**Five excited singlets of a silyl-substituted benzaldehyde: orbital gap, attraction and brightness**

The table holds the five lowest vertical singlet excitations of a methyl- and silyl-substituted benzaldehyde, computed with Tamm-Dancoff CAM-B3LYP/def2-SVP in the gas phase. The program estimates each energy as the orbital gap less a Gaussian-averaged electron–hole attraction, with no fitted parameter. It compares this with a constant shift averaged over all rows and with an attraction proportional to the inverse exciton size, fitted to rows 1, 4 and 5. The parameter-free estimate agrees to about 0.2 eV for the lone-pair and σ→π* states, but puts the two π→π* states too low by 0.8 and 1.2 eV. The output also gives the directions of the transition dipoles, the parts of the exciton size, and the dipole changes of rows 1 to 4 before and after relaxation.

The five lowest vertical singlet excitations of 2-methyl-5-silylbenzaldehyde in the gas phase, computed with PySCF 2.14.0 using Tamm-Dancoff CAM-B3LYP/def2-SVP, density fitting and a frozen core in the response, at the GFN2-xTB geometry. The last two columns give the orbital pair with the largest weight in each state.

## Numerical check

```python
# Table: five lowest vertical singlets of Cc1ccc([SiH3])cc1C=O, PySCF TDA CAM-B3LYP/def2-SVP, gas phase.
# Tested: energy = orbital gap - electron-hole attraction (Gaussian model, no fit); origin of brightness and size.
T = {
    'row': [1, 2, 3, 4, 5],
    'singlet_state': [1, 2, 3, 4, 5],
    'singlet_energy': [3.87, 5.0, 5.76, 6.45, 6.54],  # eV
    'singlet_oscillator_strength': [0.0, 0.037, 0.17, 0.001, 0.001],
    'singlet_hole_electron_distance': [1.02, 0.65, 0.56, 2.53, 1.21],  # angstrom
    'singlet_exciton_size': [2.58, 3.07, 3.02, 3.89, 3.36],  # angstrom
    'singlet_orbital_overlap_lambda': [0.45, 0.7, 0.73, 0.22, 0.39],
    'singlet_main_from': ['HOMO-1', 'HOMO', 'HOMO-2', 'HOMO-1', 'HOMO-3'],
    'singlet_main_to': ['LUMO', 'LUMO', 'LUMO', 'LUMO+1', 'LUMO'],
}
import numpy as np
from scipy.special import erf
from scipy import constants as C
Eh = C.physical_constants['Hartree energy in eV'][0]
a0 = C.physical_constants['Bohr radius'][0]*1e10
k = Eh*a0; eA = C.e*1e-10*C.c*1e21   # eV*angstrom; debye per e*angstrom
E, f, R, d, lam = (np.array(T['singlet_'+x], float) for x in ('energy', 'oscillator_strength', 'hole_electron_distance', 'exciton_size', 'orbital_overlap_lambda'))
# further outputs of the same run, typed in
mo = {'HOMO-3': -10.5362, 'HOMO-2': -8.9163, 'HOMO-1': -8.7232, 'HOMO': -8.5294, 'LUMO': -0.6069, 'LUMO+1': 0.4935, 'LUMO+2': 2.018}
mix = {1: [('HOMO-1', 'LUMO', .872), ('HOMO-1', 'LUMO+2', .09)],  # real partner is LUMO+3: lower bound
       2: [('HOMO', 'LUMO', .636), ('HOMO-2', 'LUMO+1', .163), ('HOMO-2', 'LUMO', .115)],
       3: [('HOMO-2', 'LUMO', .578), ('HOMO', 'LUMO', .188), ('HOMO', 'LUMO+1', .183)]}
tdm = np.array([[-.0021, .0075, -.0235], [-.402, -.3601, -.1053], [-.2141, 1.0073, .3773], [.0098, -.0087, .0569], [.0205, .0032, -.091]])
fo = np.array([6e-5, .03705, .16961, .00054, .0014])
sh = np.array([1.416, 1.995, 2.031, 2.105, 2.328]); se = np.array([1.957, 2.252, 2.309, 2.091, 2.259])
rel = np.array([[-1.599, 1.912, .815], [.802, -1.437, -.61], [.748, -1.193, -.502], [-4.181, 4.791, 2.08]])
mu0 = np.array([1.6725, -1.5642, -.6589]); dST = 0.5691; fromS1 = [1.1367, 1.8897, 2.58, 2.6781]
al, be, om = 0.19, 0.46, 0.33   # definition of CAM-B3LYP, om in 1/bohr
def attr(R, d):
    r = R/a0; s2 = (d**2-R**2)/a0**2/3
    return Eh*(al*erf(r/np.sqrt(2*s2)) + be*erf(r/np.sqrt(2*s2+1/om**2)))/r
gap = np.array([mo[b]-mo[a] for a, b in zip(T['singlet_main_from'], T['singlet_main_to'])])
drop = gap-E; A = attr(R, d); res = E-(gap-A)
dark = np.array([0, 3, 4]); x = k/d
c = drop[dark]@x[dark]/(x[dark]@x[dark])
resA = drop.mean()-drop; resB = E-(gap-c*x)
print("Energies in eV; residual = table minus model")
print("row  E     gap   gap-E  attraction  resid | const shift resid | c/size resid")
for i in range(5):
    print(f"{i+1}  {E[i]:.2f}  {gap[i]:.2f}  {drop[i]:.2f}   {A[i]:.2f}      {res[i]:+.2f} | {resA[i]:+.2f} | {resB[i]:+.2f}")
print(f"constant shift {drop.mean():.2f} eV (all rows); c = {c:.2f} fitted on low-overlap rows 1,4,5 only")
for n, r in (("Gaussian, no fit", res), ("constant shift", resA), ("c/size", resB)):
    print(f"{n}: rms rows 1,4,5 {np.sqrt(np.mean(r[dark]**2)):.2f}, rms all {np.sqrt(np.mean(r**2)):.2f}, worst row {np.argmax(abs(r))+1}")
print(f"rounding: 0.005 eV in E; 0.005 A in size moves attraction by up to {max(abs(attr(R, d+.005)-A)):.3f} eV")
print(f"row 1 minus row 2: gap {gap[0]-gap[1]:+.2f}, gap-E {drop[0]-drop[1]:+.2f}, attraction {A[0]-A[1]:+.2f}, E {E[0]-E[1]:+.2f}")
print(f"row 4 minus row 1 (same hole orbital): gap {gap[3]-gap[0]:+.2f}, attraction {A[3]-A[0]:+.2f}, E {E[3]-E[0]:+.2f}")
print(f"row 5 minus row 4: gap {gap[4]-gap[3]:+.2f}, attraction {A[4]-A[3]:+.2f}, E {fromS1[3]-fromS1[2]:+.3f} (unrounded output)")
for n, m in mix.items():
    w = sum(p[2] for p in m); g = sum((mo[b]-mo[a])*q for a, b, q in m)/w
    tag = " (gap is a lower bound)" if n == 1 else ""
    print(f"row {n} weighted gap {g:.2f} (weight covered {w:.2f}), residual {E[n-1]-g+A[n-1]:+.2f}{tag}")
print(f"row 4 point charges at centroid distance: {(al+be*erf(om*R[3]/a0))*k/R[3]:.2f} eV against gap-E {drop[3]:.2f}")
print(f"S1-T1 (both n-pi*) {dST:.2f}; T1 {E[0]-dST:.2f}; T2 below S1, so S2-T2 > {fromS1[0]:.2f}, S3-T2 > {fromS1[1]:.2f} eV")
nv = np.cross(tdm[1], tdm[2]); nv /= np.linalg.norm(nv)
t = np.linalg.norm(tdm, axis=1); cs = abs(tdm@nv)/t
print(f"plane set by rows 2,3; ground dipole {np.degrees(np.arcsin(abs(mu0@nv)/np.linalg.norm(mu0))):.1f} deg out of it")
print("row lambda  f(output)  |dipole| au  angle to normal deg")
for i in range(5):
    print(f"{i+1}  {lam[i]:.2f}  {fo[i]:.5f}  {t[i]:.3f}  {np.degrees(np.arccos(min(cs[i], 1))):.0f}")
print(f"f ratios: row3/row2 {fo[2]/fo[1]:.1f} (lambda ratio {lam[2]/lam[1]:.2f}); row4/row1 {fo[3]/fo[0]:.0f} (lambda ratio {lam[3]/lam[0]:.2f})")
print("row size^2  shift^2  hole^2  electron^2  correlation part (A^2)  shift share")
for i in range(5):
    print(f"{i+1}  {d[i]**2:.2f}  {R[i]**2:.2f}  {sh[i]**2:.2f}  {se[i]**2:.2f}  {d[i]**2-R[i]**2-sh[i]**2-se[i]**2:+.2f}  {100*R[i]**2/d[i]**2:.0f}%")
print(f"electron spread {se.min():.2f}-{se.max():.2f} A; hole spread {sh.min():.2f}-{sh.max():.2f} A")
for i in range(4):
    m = np.linalg.norm(rel[i])
    print(f"row {i+1} dipole change: unrelaxed {eA*R[i]:.1f} D, relaxed {m:.1f} D, ratio {m/(eA*R[i]):.2f}")
assert gap[0] > gap[1] and E[0] < E[1]
assert max(abs(res[dark])) < 0.4 and min(res[1:3]) > 0.5
assert min(cs[dark]) > 0.85 and max(f[dark]) < 0.1*min(f[1:3])
assert np.argmax(R) == 3 and np.argmin(d) == 0
```

Output:

```
Energies in eV; residual = table minus model
row  E     gap   gap-E  attraction  resid | const shift resid | c/size resid
1  3.87  8.12  4.25   4.28      +0.03 | -1.07 | +0.03
2  5.00  7.92  2.92   3.74      +0.82 | +0.25 | +0.67
3  5.76  8.31  2.55   3.79      +1.24 | +0.63 | +1.11
4  6.45  9.22  2.77   2.98      +0.22 | +0.41 | +0.07
5  6.54  9.93  3.39   3.47      +0.08 | -0.21 | -0.10
constant shift 3.17 eV (all rows); c = 0.77 fitted on low-overlap rows 1,4,5 only
Gaussian, no fit: rms rows 1,4,5 0.13, rms all 0.67, worst row 3
constant shift: rms rows 1,4,5 0.67, rms all 0.60, worst row 1
c/size: rms rows 1,4,5 0.08, rms all 0.58, worst row 3
rounding: 0.005 eV in E; 0.005 A in size moves attraction by up to 0.006 eV
row 1 minus row 2: gap +0.19, gap-E +1.32, attraction +0.54, E -1.13
row 4 minus row 1 (same hole orbital): gap +1.10, attraction -1.30, E +2.58
row 5 minus row 4: gap +0.71, attraction +0.49, E +0.098 (unrounded output)
row 1 weighted gap 8.36 (weight covered 0.96), residual -0.21 (gap is a lower bound)
row 2 weighted gap 8.24 (weight covered 0.91), residual +0.51
row 3 weighted gap 8.37 (weight covered 0.95), residual +1.18
row 4 point charges at centroid distance: 3.63 eV against gap-E 2.77
S1-T1 (both n-pi*) 0.57; T1 3.30; T2 below S1, so S2-T2 > 1.14, S3-T2 > 1.89 eV
plane set by rows 2,3; ground dipole 0.2 deg out of it
row lambda  f(output)  |dipole| au  angle to normal deg
1  0.45  0.00006  0.025  3
2  0.70  0.03705  0.550  90
3  0.73  0.16961  1.097  90
4  0.22  0.00054  0.058  13
5  0.39  0.00140  0.093  24
f ratios: row3/row2 4.6 (lambda ratio 1.04); row4/row1 9 (lambda ratio 0.49)
row size^2  shift^2  hole^2  electron^2  correlation part (A^2)  shift share
1  6.66  1.04  2.01  3.83  -0.22  16%
2  9.42  0.42  3.98  5.07  -0.05  4%
3  9.12  0.31  4.12  5.33  -0.65  3%
4  15.13  6.40  4.43  4.37  -0.07  42%
5  11.29  1.46  5.42  5.10  -0.70  13%
electron spread 1.96-2.31 A; hole spread 1.42-2.33 A
row 1 dipole change: unrelaxed 4.9 D, relaxed 2.6 D, ratio 0.54
row 2 dipole change: unrelaxed 3.1 D, relaxed 1.8 D, ratio 0.56
row 3 dipole change: unrelaxed 2.7 D, relaxed 1.5 D, ratio 0.56
row 4 dipole change: unrelaxed 12.2 D, relaxed 6.7 D, ratio 0.55
```
